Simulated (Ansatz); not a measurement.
# Correcting a cheap level on molecular compounds of Sn

The vertical ionisation energy (cation less neutral) in eV of 6 molecular compounds of Sn: x at B2PLYP/def2-TZVPP, y at CCSD(T)/def2-TZVPP. Shapes, held fixed at every level: PBE0-D4/def2-TZVP. Flexible molecules stand in one conformer, not always the lowest. Programs: Ansatz 0.2.0.

| molecule | x (eV) | y (eV) |
| --- | --- | --- |
| C2H6OSn (SMILES C[CH2][Sn][OH]) | 8.27 | 8.35 |
| CH4S2Sn (SMILES C[S][Sn][SH]) | 8.91 | ? |
| Sn(OH)(SH) | 9.46 | 9.46 |
| Sn(SH)Cl | 9.49 | 9.51 |
| Sn(NH2)Cl | 9.72 | 9.71 |
| Sn(NH2)F | 9.78 | 9.75 |

Task: Fit y = c + s·x to the known rows and predict y for CH4S2Sn.

Result: 
1. Means of the 5 rows: x = 9.3440, y = 9.356.
2. Σ(Δx)² = 1.5197, Σ(Δx·Δy) = 1.4199, so the slope is 1.4199/1.5197 = 0.93433.
3. Intercept: 9.356 − (0.93433) × 9.3440 = 0.626. The largest residual of the fit is 0.018.
4. CH4S2Sn: 0.626 + 0.93433 × 8.91 = 8.95 eV.

CCSD(T)/def2-TZVPP gives 8.96 eV, so the prediction is off by -0.01 eV, within the largest residual. Uncorrected, B2PLYP/def2-TZVPP misses it by -0.05 eV, and the other rows by 0.03 on average. The line removes about 80 % of this miss. Left out in turn, the other rows are missed by 0.02 eV on average, hardly better than no correction. Cations run unrestricted. For atoms past krypton def2 sets carry core potentials with scalar relativity. Outer-core shells of Sn are correlated, in sets that cover them unevenly.

The ionisation energies follow the substituents on divalent tin. The electron probably leaves an orbital with much Sn lone-pair character, 5s mixed with 5p. Electronegative ligands such as fluoride and chloride lower this orbital, while the electron-releasing ethyl group raises it, which fits the span from 8.35 to 9.75 eV at CCSD(T). In the thiolates, sulfur lone pairs may mix in and help to spread the positive charge.

B2PLYP stretches this span slightly, hence a slope below one. It falls short most for the ethyl compound and overshoots a little for the two amides, though Sn(OH)(SH), where the levels agree, breaks a steady progression. The ethyl compound, the only one with a Sn–C bond, lies far from the rest and dominates the fit. CH4S2Sn falls in the gap between, so its good prediction is an interpolation resting largely on a molecule with different bonding. One such success doesn't establish that the correction carries over to other tin thiolates.
